**Tantalum nitride: several electronvolts at every listed point, and still no gap**

In this compound the filled and empty levels at each of the six listed k-points lie several electronvolts apart, and yet the compound comes out without a gap. A k-point labels how the phase of an electron wave changes from cell to cell. GAMMA is the wave in step everywhere; A differs from it only in that the phase alternates along the c axis. K and H are the corresponding points at the corners of the hexagonal zone, and M and L those at the middle of its sides. All energies are counted from the Fermi energy, up to which levels are filled.

Energy levels of TaN (P-6m2, fixed Materials Project cell, a = 2.940 Å, c = 2.890 Å) relative to the Fermi energy; at each k-point, band −1 is the highest filled and +1 the lowest empty level, with degenerate levels repeated. Ansatz 0.2.0, all-electron LAPW, PBEsol, scalar-relativistic, no spin, 13 × 13 × 11 k-mesh, Fermi-Dirac smearing 0.05 eV, basis error 1 meV/atom.

| k-point | k in reciprocal vectors | band -4 (eV) | band -3 (eV) | band -2 (eV) | band -1 (eV) | band +1 (eV) | band +2 (eV) | band +3 (eV) |
| --- | --- | --- | --- | --- | --- | --- | --- | --- |
| GAMMA | 0 0 0 | -4.54 | -4.54 | -4.21 | -2.93 | 2.18 | 3.55 | 3.55 |
| M | 0.5 0 0 | -8.29 | -5.20 | -3.49 | -3.15 | 2.96 | 4.02 | 5.15 |
| K | 0.3333 0.3333 0 | -15.01 | -7.56 | -5.72 | -5.16 | 0.13 | 1.01 | 1.57 |
| A | 0 0 0.5 | -3.72 | -3.72 | -0.12 | -0.12 | 2.38 | 3.29 | n/a |
| L | 0.5 0 0.5 | -7.33 | -6.19 | -5.67 | -0.37 | 4.12 | 5.34 | 6.02 |
| H | 0.3333 0.3333 0.5 | -8.22 | -6.55 | -3.90 | -0.37 | 4.43 | 5.01 | 6.67 |

**1. How far apart are filled and empty levels at one k-point?**

The step from band −1 to band +1 is 2.5 eV at A, where it is smallest, and 6.1 eV at M, where it is largest. A gap of even the smallest of these sizes would make the compound an insulator, yet the calculation finds no gap. Comparing different k-points seems at first to leave a small gap. The highest filled level of the table is −0.12 eV, at A, and the lowest empty one is +0.13 eV, at K, which looks like an indirect gap of 0.25 eV. Whether it is one depends on which bands these two levels belong to.

**2. How many bands should be filled?**

Tantalum and nitrogen bring five valence electrons each. Every band holds two electrons per cell, so ten electrons fill five bands. Nitrogen attracts electrons more strongly, and its levels come first: one band mainly of N 2s character and three mainly of N 2p. The two electrons left over go into the lowest band of mainly Ta 5d character. This assignment rests on the electron count and the usual order of the atomic levels.

An insulator has the same number of filled bands at every k-point. For TaN that number would have to be five everywhere, with the fifth band full and the sixth empty.

**3. Does the count of five hold?**

It holds at GAMMA, M, L and H and fails at K and A. The failure at K can be seen in the table: band −4 lies at −15.01 eV, with a step of more than 7 eV up to the next level. This is the N 2s band, which appears among the top four filled levels only here, because the Ta 5d band above them has been emptied. At A the opposite happens, and six bands are filled. The output printed after this text sorts the levels by band number, using the band energies of the same calculation.

The two levels that seemed to frame a gap now change their meaning. The +0.13 eV at K belongs to the fifth band, which should have been full. The −0.12 eV at A belongs to the sixth, which should have been empty. The distance

$$0.13\ \text{eV}-(-0.12\ \text{eV})=0.25\ \text{eV}$$

is therefore an overlap: among the listed points, the fifth band loses electrons at K and the sixth gains them at A. Levels between the listed points could make the overlap larger, but not smaller, so 0.25 eV is a lower limit. Question 6 finds one place where it may be exceeded. Such a solid is a semimetal. It conducts without doping, but with far fewer carriers than an ordinary metal, since only small regions, such as those around these two points, take part.

**4. What would one electron fewer do?**

Hafnium in place of tantalum, or carbon in place of nitrogen, removes one electron per cell. Nine electrons fill four and a half bands. If the structure and the shape of the bands stayed the same, the Fermi energy would drop into the middle of the fifth band and the semimetal would become an ordinary metal with many carriers. The rule for a neighbouring compound is to count the valence electrons first and to look at the small overlaps only if the count gives whole bands.

**5. Why do equal energies occur only at GAMMA and A?**

The crystal looks the same after a third of a turn about the c axis. Electron waves can circulate about this axis clockwise or anticlockwise, and a mirror plane containing the axis turns one sense into the other. At GAMMA and A such a mirror leaves the k-point unchanged, so both senses must have the same energy and the levels come in pairs. At K and H the mirror leads to a corner of the zone that is not equivalent to the first, and the two senses may differ in energy. At M and L the threefold turn itself is lost.

Levels without circulation stay single at all these points. An example is the fifth band at GAMMA, at −2.93 eV.

**6. Could a small shift of the levels open a gap?**

Suppose that the level at K were lowered until the fifth band was full there. The overlap would shrink, but no gap would appear, because at A the fifth and sixth bands are the two members of one pair. Bands that touch at one point cannot have a gap between them. To undo this, another level would have to move past the pair, and the nearest one at A is 2.5 eV away. Without spin-orbit coupling the absence of a gap is thus much firmer than the 0.25 eV suggests.

The same pair has a further consequence. At GAMMA the fifth and sixth bands are two single levels; at A they form a pair. The threefold axis and its mirrors are kept all the way between these points, so a pair stays a pair along the whole line. GAMMA has only one filled pair, at −4.54 eV, while A has two, and on this line pairs do not cross one another. The upper pair at A must therefore start above both single levels at GAMMA and come down through them on the way, and at each of the two crossings three levels have the same energy.

The lower crossing matters for the carriers. Along this line the single level from −2.93 eV rises through the Fermi energy and the pair falls through it. If they meet above the Fermi energy, a stretch of the line has only four bands filled; if they meet below it, seven. On the k-point mesh the seventh band stays at least 0.58 eV above the Fermi energy, which points to the first case. The fifth band would then lose electrons on this line as well as near K, and its top may lie at the crossing. The table lists no point there and cannot settle this.

**7. What would spin-orbit coupling change?**

The calculation leaves this coupling out, and tantalum is a heavy atom. Spin-orbit coupling makes the energy depend on whether an electron circulates with or against its spin. It therefore acts directly on the pair at A, whose members differ in their sense of circulation.

A simple estimate shows how much is needed. To first order a splitting $\Delta$ moves one half of the states up by $\Delta/2$ and the other half down by the same amount. The upper half reaches the present Fermi energy when

$$\frac{\Delta}{2}=0.12\ \text{eV},\qquad \Delta=0.24\ \text{eV}.$$

For the 5d electrons of so heavy an atom a splitting of this order is to be expected, though it was not computed here. It could change the electron pocket at A substantially or even lift the sixth band there above the Fermi energy. It also separates the two bands at the very point where they touched, so the argument of question 6 no longer applies as it stands. This need not produce an insulator, because bands can still cross elsewhere on the line to GAMMA.

**8. Which digits can be trusted?**

The order of levels that lie electronvolts apart is safe, and the electron count does not depend on the calculation at all. The pairing is exact by symmetry as long as spin-orbit coupling is left out. The size of the overlap is good to its order of magnitude only, and 0.25 eV is a lower limit taken from six points. The k-point mesh that fixes the Fermi energy passes close to A and K but does not hit them, and on this mesh the overlap is 0.17 eV instead of 0.25 eV. The difference shows that the mesh samples the pockets only coarsely. This makes the position of the Fermi energy between the two levels uncertain, but hardly affects the distance from one level to the other.

The smearing of 0.05 eV blurs the words filled and empty as well. With the Fermi-Dirac function the pair at A is about 92 % occupied and the fifth band at K still about 7 %. The basis error of 1 meV per atom concerns the total energy and is no error bar for these levels.

Two choices of the calculation bear on the overlap itself. The cell is held fixed and is under tension, so PBEsol would prefer a smaller one, in which the levels at A and K would shift somewhat. Functionals of this kind also often exaggerate the overlap of a semimetal; whether they do so here is a guess. A prediction of the carrier density would need spin-orbit coupling and a much finer mesh around K and along the line from GAMMA to A, whereas the electron count of question 2 needs neither.

Printed output of the fit:

```
Levels sorted by band number (eV):
    row  step filled to empty  filled valence bands  fifth band  sixth band  sixth minus fifth  degenerate pairs listed
  GAMMA                  5.11                     5       -2.93        2.18               5.11                        2
      M                  6.11                     5       -3.15        2.96               6.11                        0
      K                  5.29                     4        0.13        1.01               0.88                        0
      A                   2.5                     6       -0.12       -0.12                  0                        2
      L                  4.49                     5       -0.37        4.12               4.49                        0
      H                   4.8                     5       -0.37        4.43                4.8                        0
Smallest vertical step from filled to empty (eV): 2.5
Largest vertical step from filled to empty (eV): 6.11
Apparent indirect gap, lowest empty less highest filled level (eV): 0.25
Gap by band number, lowest sixth less highest fifth band (eV): -0.25
Step at K from the level near -15 eV to the next one (eV): 7.45
Valence bands filled by the electrons of Ta and N: 5
Valence bands filled with one electron fewer per cell: 4.5
Distance at A from the pair down to the next level (eV): 3.6
Distance at A from the pair up to the next level (eV): 2.5
Highest fifth band on the k mesh, from the Fermi energy (eV): 0.07222
Lowest sixth band on the k mesh, from the Fermi energy (eV): -0.1011
Gap by band number on the k mesh (eV): -0.1733
Fermi-Dirac occupation of the pair at A (percent): 91.68
Fermi-Dirac occupation of the fifth band at K (percent): 6.914
Symmetric splitting that lifts the upper partner at A to the Fermi energy (eV): 0.24
```
